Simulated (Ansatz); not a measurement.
# Correcting a cheap level on B-containing radicals

The atomisation energy (no zero-point term) in kJ/mol of 6 B-containing radicals: x at r2SCAN0-D4/def2-TZVPP, y at CCSD(T)/CBS estimate. Shapes, held fixed at every level: PBE0-D4/def2-TZVP. Flexible molecules stand in one conformer, not always the lowest. Programs: Ansatz 0.2.0.

```
             molecule  x (kJ/mol)  y (kJ/mol)
    BO (SMILES [B]=O)         797         808
   BH2O (SMILES B[O])        1367        1356
               B(SH)2        1502        1472
              BH2(NH)        1588           ?
             B(CH3)Cl        2105        2074
CH4BO (SMILES [BH]OC)        2532        2535
```

Question: Fit y = c + s·x to the known rows and predict y for BH2(NH).

Answer: 
1. Means of the 5 rows: x = 1660.60, y = 1649.0.
2. Σ(Δx)² = 1813989, Σ(Δx·Δy) = 1801315, so the slope is 1801315/1813989 = 0.99301.
3. Intercept: 1649.0 − (0.99301) × 1660.60 = 0.0. The largest residual of the fit is 21.
4. BH2(NH): 0.0 + 0.99301 × 1588 = 1577 kJ/mol.

CCSD(T)/CBS estimate gives 1579 kJ/mol, so the prediction is off by -2 kJ/mol, within the largest residual. Uncorrected, r2SCAN0-D4/def2-TZVPP misses BH2(NH) by +9 kJ/mol, and the other rows by 17 on average. The line removes about 75 % of this miss, partly by chance. Left out in turn, the other rows are missed by 29 kJ/mol on average, worse than no correction. T1 is large for BH2O (0.040), so single-reference values are less sure there. Spin contamination: BO (⟨S²⟩ up to 0.80). Open shells run unrestricted. The CBS estimate extrapolates MP2 from def2-TZVPP and def2-QZVPP and adds CCSD(T) − MP2 in the triple-zeta set, cores frozen.

The errors of the hybrid follow composition rather than the size of the atomisation energy. It overbinds B(SH)2 and B(CH3)Cl most, while the oxygen species scatter around zero, with BO and CH4BO slightly underbound. Carbon alone does not explain the overbinding, since CH4BO contains it too. The sulfur and chlorine bonds are the likelier source, though part of the gap may lie in the reference, because correlation involving third-period atoms converges slowly with basis set and benefits from tight d functions. In BO, the short multiple bond has sizeable non-dynamical correlation, which exact exchange tends to describe too weakly; this probably contributes to its underbinding.

A straight line in the total energy cannot represent such bond-specific errors. Its slope near one and vanishing intercept amount to a small uniform scaling. This works for BH2(NH) because that radical lies near the middle of the fitted range and its overbinding of +9 kJ/mol happens to be close to the average signed error. The good prediction therefore does not show that the correction captures B–N bonding.
